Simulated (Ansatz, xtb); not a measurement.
Two isomers of C3H9FGe2

Structure X: `FC1[CH2][GeH2][GeH2][CH2]1`, a singlet. Structure Y: `F[C@@H]1[CH2][GeH2][C@H]1[GeH3]`, a singlet. Both are isolated molecules in the gas phase, relaxed with r2SCAN-D4/def2-SVP, each in the lowest conformer that the search found.

Quicker runs give these differences E(Y) − E(X): GFN2-xTB +122.9 kJ/mol; HF/STO-3G +150.9 kJ/mol (at GFN2-xTB geometries); r2SCAN-D4/def2-SVP//GFN2-xTB +128.1 kJ/mol.

**Question.** Estimate E(Y) − E(X) at the level CCSD(T)/def2-SVP + ΔMP2/def2-TZVPP.

**Answer.** Calculated at CCSD(T)/def2-SVP + ΔMP2/def2-TZVPP: E(Y) − E(X) = +117.2 kJ/mol, so structure X lies lower.

How the difference moves with the method:

| level | geometry | E(Y) − E(X) (kJ/mol) | departure from the last row (kJ/mol) | job, with rough time for the two |
| --- | --- | --- | --- | --- |
| GFN2-xTB | GFN2-xTB | +122.9 | +5.7 | optimisation, 0.37 s |
| HF/STO-3G | GFN2-xTB | +150.9 | +33.7 | single point, 1.7 s |
| r2SCAN-D4/def2-SVP//GFN2-xTB | GFN2-xTB | +128.1 | +10.8 | single point, 7.2 s |
| r2SCAN-D4/def2-SVP | r2SCAN-D4/def2-SVP | +129.0 | +11.7 | optimisation, 99 s |
| HF/def2-SVP | r2SCAN-D4/def2-SVP | +122.7 | +5.5 | part of the CCSD(T) run |
| MP2/def2-SVP | r2SCAN-D4/def2-SVP | +120.3 | +3.1 | part of the CCSD(T) run |
| CCSD(T)/def2-SVP | r2SCAN-D4/def2-SVP | +120.6 | +3.3 | single point |
| CCSD(T)/def2-SVP + ΔMP2/def2-TZVPP | r2SCAN-D4/def2-SVP | +117.2 |  | single point, 4.7 min |

As drawn, Y has 1 C–Ge, 1 Ge–H in place of 1 Ge–Ge, 1 C–H. Structure X has a 5-membered ring, Y a 4-membered ring.

The levels shown agree on the order. The largest departure from CCSD(T)/def2-SVP + ΔMP2/def2-TZVPP is that of HF/STO-3G, 33.7 kJ/mol. The last row adds to CCSD(T) the change of the MP2 difference between the two basis sets, here −3.3 kJ/mol.

With thermal terms from frequencies at re-optimised GFN2-xTB minima (ideal gas, soft modes damped towards free rotors, one conformer each, 298.15 K, 1 atm): the zero-point term adds −10.9 kJ/mol; ΔH is +107.6 and ΔG +102.9 kJ/mol.

The correlated steps freeze 22 core orbitals; the filled d shell of Ge is correlated, in a basis made for valence electrons. Mirror images aren't counted in ΔG. Programs: Ansatz 0.2.0, xtb 6.7.1; the last row on 2 threads of Intel(R) Xeon(R) Processor @ 2.70GHz on a shared host.

The five-membered digermolane ring of X is strongly favoured over the germetane ring of Y, and thermal terms narrow the gap without threatening the order. Two effects probably work together. Closing a four-membered ring compresses the angles at carbon and germanium and brings eclipsing, while the larger ring, with its long Ge–Ge bond, is nearly free of strain. Y also gives up a strong C–H bond for a weaker Ge–H bond, a loss that replacing Ge–Ge by the stronger C–Ge bond probably doesn't make good. The softer Ge–H vibrations also fit the negative zero-point term.

Hartree–Fock in the larger def2-SVP basis already lies close to the coupled-cluster result, so the outlying HF/STO-3G value points mainly to the minimal basis rather than to missing correlation. The total difference doesn't separate strain from bond exchange, and it says nothing about the barrier to rearrangement, so Y could still be kinetically persistent.
